\section*{Solution key: the Sakurai--Sugiura moment method}

\subsection*{Premises and notation}

$H$ is a Hermitian $D\times D$ matrix and $S$ a Hermitian positive definite overlap matrix. The problem $Hc=eSc$ then has $D$ real eigenvalues $e_j$, counted with multiplicity, and eigenvectors $c_j$ that form a square invertible matrix $C$ with
\begin{equation}
C^\dagger SC=I,\qquad C^\dagger HC=E=\mathrm{diag}(e_j).
\label{eq:diag}
\end{equation}
The contour $\Gamma$ is a counter-clockwise circle of real centre $\gamma$ and radius $\rho$ that passes through no eigenvalue. Scaled variables are $\zeta=(z-\gamma)/\rho$ and $x_j=(e_j-\gamma)/\rho$, so an eigenvalue is enclosed when $|x_j|<1$. The enclosed spectrum has $n$ states on $d\le n$ distinct levels $x_\lambda$ of multiplicity $g_\lambda$. A dagger is the conjugate transpose and $T$ the plain transpose. The method was introduced by Sakurai and Sugiura in 2003.

\subsection*{Part (a): the moments}

\textbf{Claim.} For probe vectors $u,v$ and integer $k\ge0$,
\begin{equation}
m_k\equiv\frac{1}{2\pi i}\oint_\Gamma \zeta^k\,u^\dagger(zS-H)^{-1}v\,dz=\sum_{\lambda=1}^{d}w_\lambda x_\lambda^k .
\label{eq:mom}
\end{equation}

\textbf{Step 1, resolvent.} Equation \eqref{eq:diag} gives $C^\dagger(zS-H)C=zI-E$. Inverting both sides yields $C^{-1}(zS-H)^{-1}(C^\dagger)^{-1}=(zI-E)^{-1}$. Multiplying by $C$ on the left and $C^\dagger$ on the right,
\begin{equation}
(zS-H)^{-1}=\sum_{j=1}^{D}\frac{c_jc_j^\dagger}{z-e_j}.
\label{eq:res}
\end{equation}

\textbf{Step 2, residues.} $\zeta^k$ is a polynomial in $z$, so the only poles are the $e_j$. Since $dz=\rho\,d\zeta$ and $z-e_j=\rho(\zeta-x_j)$, the residue theorem gives
\begin{equation}
\frac{1}{2\pi i}\oint_{|\zeta|=1}\frac{\zeta^k\,d\zeta}{\zeta-x_j}=
\begin{cases}x_j^k,&|x_j|<1,\\ 0,&|x_j|>1.\end{cases}
\label{eq:cauchy}
\end{equation}

\textbf{Step 3, grouping.} States on the same level carry the same power $x_\lambda^k$, so their contributions add:
\begin{equation}
w_\lambda=u^\dagger P_\lambda v,\qquad P_\lambda=\sum_{j\in\lambda}c_jc_j^\dagger .
\end{equation}
This proves \eqref{eq:mom}. The scalar sequence $m_k$ contains one number $w_\lambda$ for each level and therefore no record of $g_\lambda$. A level with $w_\lambda=0$ is absent from it. For $u=v$ the weights are $\sum_{j\in\lambda}|c_j^\dagger v|^2\ge0$. The choice $\gamma=0$, $\rho=1$ in the monomial gives moments of $z^k$ with $e_j^k$ on the right; the scaled form keeps $|x_\lambda^k|<1$.

\subsection*{Part (b): Hankel factorisation and pencil}

In this part $d$ counts only the enclosed levels with $w_\lambda\neq0$. Define the $m\times m$ Hankel matrices and the $m\times d$ Vandermonde matrix, with $a,b=0,\dots,m-1$:
\begin{equation}
(K_m)_{ab}=m_{a+b},\qquad (K_m^<)_{ab}=m_{a+b+1},\qquad V_{a\lambda}=x_\lambda^{a}.
\end{equation}

\textbf{Step 1, factorisation.} Insert \eqref{eq:mom} and split the power: $m_{a+b}=\sum_\lambda x_\lambda^a w_\lambda x_\lambda^b$ and $m_{a+b+1}=\sum_\lambda x_\lambda^a\,w_\lambda x_\lambda\,x_\lambda^b$. With $W=\mathrm{diag}(w_\lambda)$ and $X=\mathrm{diag}(x_\lambda)$,
\begin{equation}
K_m=VWV^T,\qquad K_m^<=VWXV^T,\qquad K_m^<-xK_m=VW(X-xI)V^T .
\label{eq:fac}
\end{equation}

\textbf{Step 2, the case $m=d$.} $V$ is square with $\det V=\prod_{\lambda<\mu}(x_\mu-x_\lambda)\ne0$, because the levels are distinct. The determinant of \eqref{eq:fac} is
\begin{equation}
\det(K_d^<-xK_d)=\prod_\lambda w_\lambda\prod_{\lambda<\mu}(x_\mu-x_\lambda)^2\;\prod_\lambda(x_\lambda-x).
\label{eq:det}
\end{equation}
The prefactor equals $\det K_d$ and is nonzero. The pencil $K_d^<y=xK_dy$ therefore has the $d$ simple eigenvalues $x_\lambda$ and no others, and $e_\lambda=\gamma+\rho x_\lambda$.

\textbf{Step 3, the case $m>d$.} $V$ has rank $d<m$, so $K_m^<-xK_m$ has rank at most $d$ for every $x$ and its determinant vanishes identically. The pencil is singular. The rank of $K_m$ equals $d$, since $V$ has full column rank and $W$ is invertible, and this is how $d$ is found.

\textbf{Step 4, the case $m<d$.} Read $y$ as the polynomial $p(x)=\sum_a y_ax^a$, so that $(V^Ty)_\lambda=p(x_\lambda)$. For $u=v$ and real $y$,
\begin{equation}
\frac{y^TK_m^<y}{y^TK_my}=\frac{\sum_\lambda w_\lambda x_\lambda\,p(x_\lambda)^2}{\sum_\lambda w_\lambda\,p(x_\lambda)^2}.
\end{equation}
The eigenvalues of this real symmetric definite pencil are stationary values of a weighted mean of the levels. They lie between the extreme levels and are in general not levels themselves.

\subsection*{Part (c): multiplicity and the block form}

Take $D\times L$ blocks $U$ and $Z$. Let $C_\Gamma$ hold the $n$ enclosed eigenvectors, and let $X$ now be the $n\times n$ diagonal matrix with repeated entries. The steps of Part (a), applied column by column, give
\begin{equation}
Y_k=\frac{1}{2\pi i}\oint_\Gamma\zeta^k(zS-H)^{-1}Z\,dz=C_\Gamma X^kB,\qquad M_k=U^\dagger Y_k=AX^kB,
\end{equation}
with $A=U^\dagger C_\Gamma$ of size $L\times n$ and $B=C_\Gamma^\dagger Z$ of size $n\times L$. The block Hankel matrices $K$ and $K^<$ have blocks $M_{a+b}$ and $M_{a+b+1}$, $a,b=0,\dots,M-1$.

\textbf{Step 1, factorisation.} Since $AX^{a+b}B=(AX^a)(X^bB)$,
\begin{equation}
K=FG,\quad K^<=FXG,\quad
F=\begin{pmatrix}A\\AX\\ \vdots\\AX^{M-1}\end{pmatrix},\quad
G=\begin{pmatrix}B&XB&\cdots&X^{M-1}B\end{pmatrix}.
\end{equation}

\textbf{Step 2, rank of $F$.} Split $A$ into the $L\times g_\lambda$ column groups $A_\lambda$, and a vector $q$ likewise. Then $Fq=0$ means $\sum_\lambda x_\lambda^kA_\lambda q_\lambda=0$ for $k=0,\dots,M-1$. If some $A_\lambda$ has a null vector, that vector padded with zeros solves $Fq=0$ for every $M$, so rank $n$ requires $\mathrm{rank}\,A_\lambda=g_\lambda$ for all $\lambda$. A matrix with $L$ rows has rank at most $L$, hence
\begin{equation}
L\ge\max_\lambda g_\lambda
\label{eq:L}
\end{equation}
is necessary. Conversely, if $M\ge d$, the first $d$ equations form an invertible Vandermonde system for the vectors $A_\lambda q_\lambda$, so each vanishes, and full column rank of every $A_\lambda$ forces $q=0$. The same argument applies to the rows of $G$ and the groups $B_\lambda$. Condition \eqref{eq:L} alone is not sufficient: the projections of the probes must also span each eigenspace. For $M<d$, rank $n$ is still possible when $LM\ge n$ and has to be tested on $K$.

\textbf{Step 3, reduced pencil.} Let $F$ and $G$ have rank $n$. Then $K=FG$ has rank $n$ and a thin singular value decomposition $K=Q\Sigma R^\dagger$ with $\Sigma$ of size $n\times n$ and invertible. From $\Sigma=Q^\dagger KR=(Q^\dagger F)(GR)$ both $n\times n$ factors are invertible, and
\begin{equation}
Q^\dagger K^<R-x\Sigma=(Q^\dagger F)(X-xI)(GR),\qquad
\det(Q^\dagger K^<R-x\Sigma)=\det\Sigma\prod_{j=1}^{n}(x_j-x).
\label{eq:red}
\end{equation}
Every enclosed eigenvalue appears with its full multiplicity.

\textbf{Step 4, eigenvectors.} If $y$ solves the reduced pencil at $x_\lambda$, then $(X-x_\lambda I)GRy=0$, so $GRy$ has components only in group $\lambda$. Because $(Y_0\ \cdots\ Y_{M-1})=C_\Gamma G$, the vector $(Y_0\ \cdots\ Y_{M-1})Ry=C_\Gamma GRy$ lies in the eigenspace $\lambda$, and $g_\lambda$ independent $y$ span it.

\textbf{Step 5, deficient blocks.} In general $M_k=\sum_\lambda x_\lambda^kW_\lambda$ with $W_\lambda=A_\lambda B_\lambda=U^\dagger P_\lambda Z$. Writing $W_\lambda$ as a product of full-rank factors of inner size $r_\lambda=\mathrm{rank}\,W_\lambda$ and repeating Steps 1--3 with $M\ge d$ shows that level $\lambda$ appears $r_\lambda\le\min(L,g_\lambda)$ times.

\subsection*{Part (d): quadrature}

Put $\zeta=e^{i\theta}$, $d\zeta=i\zeta\,d\theta$, and use the $N$ equally spaced nodes $\zeta_p=e^{i\pi(2p+1)/N}$, $p=0,\dots,N-1$, with $N$ even so that no node is real. With $z_p=\gamma+\rho\zeta_p$,
\begin{equation}
\tilde m_k=\frac{\rho}{N}\sum_p\zeta_p^{k+1}u^\dagger(z_pS-H)^{-1}v=\sum_{\text{all }\lambda}w_\lambda\,\frac1N\sum_p\frac{\zeta_p^{k+1}}{\zeta_p-x_\lambda},
\end{equation}
where \eqref{eq:res} was used and $\lambda$ runs over all levels. The nodes are the simple roots of $x^N+1$. For $0\le k\le N-1$ the function $x^k/(x^N+1)$ vanishes at infinity and equals the sum of its pole terms. The residue at $\zeta_p$ is $\zeta_p^k/(N\zeta_p^{N-1})=-\zeta_p^{k+1}/N$, because $\zeta_p^N=-1$. Hence $N^{-1}\sum_p\zeta_p^{k+1}/(\zeta_p-x)=x^k/(1+x^N)$ and
\begin{equation}
\tilde m_k=\sum_{\text{all }\lambda}\tilde w_\lambda x_\lambda^k,\qquad \tilde w_\lambda=\frac{w_\lambda}{1+x_\lambda^N},\qquad 0\le k\le N-1 .
\label{eq:filt}
\end{equation}
The computed moments have the form \eqref{eq:mom} exactly, with filtered weights. The enclosed weights are rescaled, which by \eqref{eq:det} does not move any root. The whole quadrature error of the eigenvalues comes from outer levels $x_o$, whose weights are close to $w_o\,x_o^{-N}$.

\textbf{First-order shift.} Take $m=d$ and treat the outer levels as a perturbation $\delta K$, $\delta K^<$. The unperturbed eigenvector $y$ for $x_\lambda$ makes $V^Ty$ the $\lambda$th unit vector, so its polynomial is the Lagrange polynomial $\ell_\lambda(x)=\prod_{\mu\ne\lambda}(x-x_\mu)/(x_\lambda-x_\mu)$, and $y^TKy=\tilde w_\lambda$. Vary $(K^<-xK)y=0$ to first order and multiply by $y^T$. The term in $\delta y$ drops because the matrices are symmetric and $y^T(K^<-x_\lambda K)=0$. This leaves
\begin{equation}
\delta x_\lambda=\frac{y^T(\delta K^<-x_\lambda\,\delta K)y}{y^TKy}=\sum_o\frac{\tilde w_o}{\tilde w_\lambda}\,\ell_\lambda(x_o)^2\,(x_o-x_\lambda).
\label{eq:shift}
\end{equation}

\subsection*{Range of validity}

(i) $H$ is Hermitian, $S$ is positive definite and no eigenvalue lies on $\Gamma$. (ii) The scalar pencil returns each enclosed level of nonzero weight once, and only for $m=d$ or after reduction to rank $d$. (iii) Multiplicities need \eqref{eq:L} together with $\mathrm{rank}\,W_\lambda=g_\lambda$; probes adapted to a symmetry can fail this. (iv) Equation \eqref{eq:filt} requires the highest moment index, $2m-1$ or $2M-1$, to be at most $N-1$. (v) If the nearest outer level lies a distance $\Delta$ beyond the circle, its filter factor is about $(1+\Delta/\rho)^{-N}$, so for $\Delta\ll\rho$ a suppression $\epsilon$ needs $N\approx(\rho/\Delta)\ln(1/\epsilon)$. A circle round all occupied states is efficient only when the gap is not small against the occupied width. (vi) By \eqref{eq:det}, $\det K_d$ falls as $\delta^2$ when two levels approach to a scaled distance $\delta$, so rounding error grows with dense spectra and large $m$. Many occupied states are treated with a larger $L$, a small $M$ and several circles. The work is one factorisation of $z_pS-H$ and $L$ right-hand sides for each node; the nodes are independent, and for real $H$, $S$, $Z$ the solution at $\bar z_p$ is the conjugate of that at $z_p$, so $N/2$ nodes suffice.

\subsection*{Part (e): H\"uckel benzene}

\textbf{Model.} One $\pi$ orbital on each carbon $r=1,\dots,6$, $S=I$, diagonal elements $\alpha$, and $\beta<0$ between ring neighbours. Energies are counted from $\alpha$ in units of $|\beta|$, so $H_{rs}=-1$ for neighbours. The vectors $c_k(r)=e^{i\pi kr/3}/\sqrt6$ satisfy $Hc_k=-2\cos(\pi k/3)\,c_k$, which gives the levels $-2$ ($k=0$), $-1$ ($k=\pm1$), $+1$ ($k=\pm2$), $+2$ ($k=3$). Summing $c_k(r)c_k(s)^*$ within each level, with $t=r-s$,
\begin{equation}
P_{-2}=\tfrac16,\quad P_{-1}=\tfrac13\cos\tfrac{\pi t}{3},\quad P_{+1}=\tfrac13\cos\tfrac{2\pi t}{3},\quad P_{+2}=\tfrac16(-1)^t .
\end{equation}
The circle $\gamma=-3/2$, $\rho=1$ encloses the three occupied states, $n=3$, $d=2$, at $x=-\frac12,\frac12,\frac12$. The outer levels are at $x=\frac52$ (twofold) and $\frac72$.

\textbf{Scalar probe.} For $u=v$ on site 1 the weights are the elements at $t=0$: $\frac16,\frac13$ inside and $\frac13,\frac16$ outside. Equation \eqref{eq:mom} gives $m_0,\dots,m_4=\frac12,\frac1{12},\frac18,\frac1{48},\frac1{32}$, and
\begin{equation}
\det(K_2^<-xK_2)=\Big(\tfrac1{12}-\tfrac x2\Big)\Big(\tfrac1{48}-\tfrac x8\Big)-\Big(\tfrac18-\tfrac x{12}\Big)^2=\tfrac1{18}\Big(x^2-\tfrac14\Big).
\end{equation}
The roots $x=\mp\frac12$ give $e=-2$ and $-1$, and the prefactor is $\frac16\cdot\frac13\cdot1^2$ as in \eqref{eq:det}. The third row of $K_3$, $(\frac18,\frac1{48},\frac1{32})$, is one quarter of the first, so $\det K_3=0$: the rank is 2 although three states are enclosed. The probe with unit amplitude on sites 1 and 4 has $w_{-1}=2\cdot\frac13+2\cdot\frac13\cos\pi=0$ and loses the pair entirely.

\textbf{Block probe.} Take $U=Z$ on sites 1 and 2, $L=2$, $M=2$. Then
\begin{equation}
W_{-2}=\frac16\begin{pmatrix}1&1\\1&1\end{pmatrix},\quad
W_{-1}=\frac16\begin{pmatrix}2&1\\1&2\end{pmatrix},\quad
M_0=\frac16\begin{pmatrix}3&2\\2&3\end{pmatrix},\quad M_1=\frac{I}{12},
\end{equation}
with $M_2=M_0/4$ and $M_3=M_1/4$ because $x^2=\frac14$ on both levels. The ranks are $r_{-2}=1$ and $r_{-1}=2$. All $M_k$ are diagonal in the combinations $(1,\pm1)/\sqrt2$, so the $4\times4$ pencil separates:
\begin{equation}
K_+=\begin{pmatrix}\frac56&\frac1{12}\\ \frac1{12}&\frac5{24}\end{pmatrix},\quad
K_+^<=\begin{pmatrix}\frac1{12}&\frac5{24}\\ \frac5{24}&\frac1{48}\end{pmatrix},\quad
K_-=\begin{pmatrix}\frac16&\frac1{12}\\ \frac1{12}&\frac1{24}\end{pmatrix},\quad
K_-^<=\tfrac12K_- .
\end{equation}
$K$ is symmetric and positive semidefinite, so its singular values are its eigenvalues: $(25\pm\sqrt{241})/48=0.8443$ and $0.1974$ from $K_+$, and $5/24=0.2083$ and $0$ from $K_-$. The rank is 3. The even sector gives $\det(K_+^<-xK_+)=\frac16(x^2-\frac14)$, and the odd sector, reduced to its range, gives $x=\frac12$. The result is $e=-2,-1,-1$ and a $\pi$ energy $2(-2-1-1)=-8$, that is $6\alpha+8\beta$.

For the vectors of the pair, the even sector at $x=\frac12$ has $y\propto(1,2)$. The combination $Y_0+2Y_1$ applies the factor $1+2x$, which removes the level at $x=-\frac12$ and leaves $P_{-1}$ acting on the sum of sites 1 and 2. The odd sector gives $P_{-1}$ acting on their difference. Normalised,
\begin{equation}
\tfrac12(1,1,0,-1,-1,0)^T,\qquad \tfrac1{\sqrt{12}}(1,-1,-2,-1,1,2)^T,
\end{equation}
which are orthogonal and satisfy $Hc=-c$. A block on sites 1 and 4 also has $L=2$, but $W_{-1}$ has diagonal $\frac13$ and off-diagonal $-\frac13$, so its rank is 1 and the pair appears once.

\textbf{Quadrature, scalar probe.} For $N=8$ the inner filter factor is $256/257=0.9961$, the inner weights are $0.16602$ and $0.33204$, and the outer weights are $2.18\times10^{-4}$ and $7.40\times10^{-6}$. Equation \eqref{eq:filt} gives $\tilde m_0,\dots,\tilde m_3=0.498280,\ 0.083581,\ 0.125969,\ 0.024481$, and the $2\times2$ pencil gives $e=-1.9830$ and $-0.9870$, which are errors of $+0.0170$ and $+0.0130$ against the exact levels of the model. In \eqref{eq:shift}, $\ell_1=\frac12-x$ and $\ell_2=\frac12+x$, so
\begin{equation}
\delta x_1=\frac{12\,\tilde w_{+1}+36\,\tilde w_{+2}}{\tilde w_{-2}}=0.0174,\qquad
\delta x_2=\frac{18\,\tilde w_{+1}+48\,\tilde w_{+2}}{\tilde w_{-1}}=0.0129 ;
\end{equation}
the remainders are of higher order in the outer weights. For $N=16$ both the pencil and \eqref{eq:shift} give $1.04\times10^{-5}$ and $7.78\times10^{-6}$. With $N=8$ and $m=4$ the highest index is $7=N-1$, and Part (b) applied to \eqref{eq:filt} returns all four levels exactly; the two with $|x|>1$ are discarded.

\textbf{Quadrature, block probe.} The outer weights differ between the sectors: $\frac16$ and $0$ in the even one, $\frac12$ and $\frac13$ in the odd one. For $N=8$ the fourth singular value rises from zero to $1.15\times10^{-3}$. Keeping all four, the even sector gives $e=-1.99608$ and $-0.99605$. The odd sector gives $e=-0.99994$ and an extra root $x=2.59$, which lies outside the circle, absorbs most of the outer weight and is discarded. The degenerate pair is thus split by $3.9\times10^{-3}\,|\beta|$ and the $\pi$ energy comes out as $-7.984$ instead of $-8$. The splitting is quadrature error, since the probe block lacks the sixfold symmetry, and a true splitting of similar size could not be identified at this $N$. For $N=16$ it falls to $2.6\times10^{-6}\,|\beta|$. All these numbers are the H\"uckel model's, in units of a parameter $|\beta|$ whose value is left open, and the errors refer to the model's exact levels.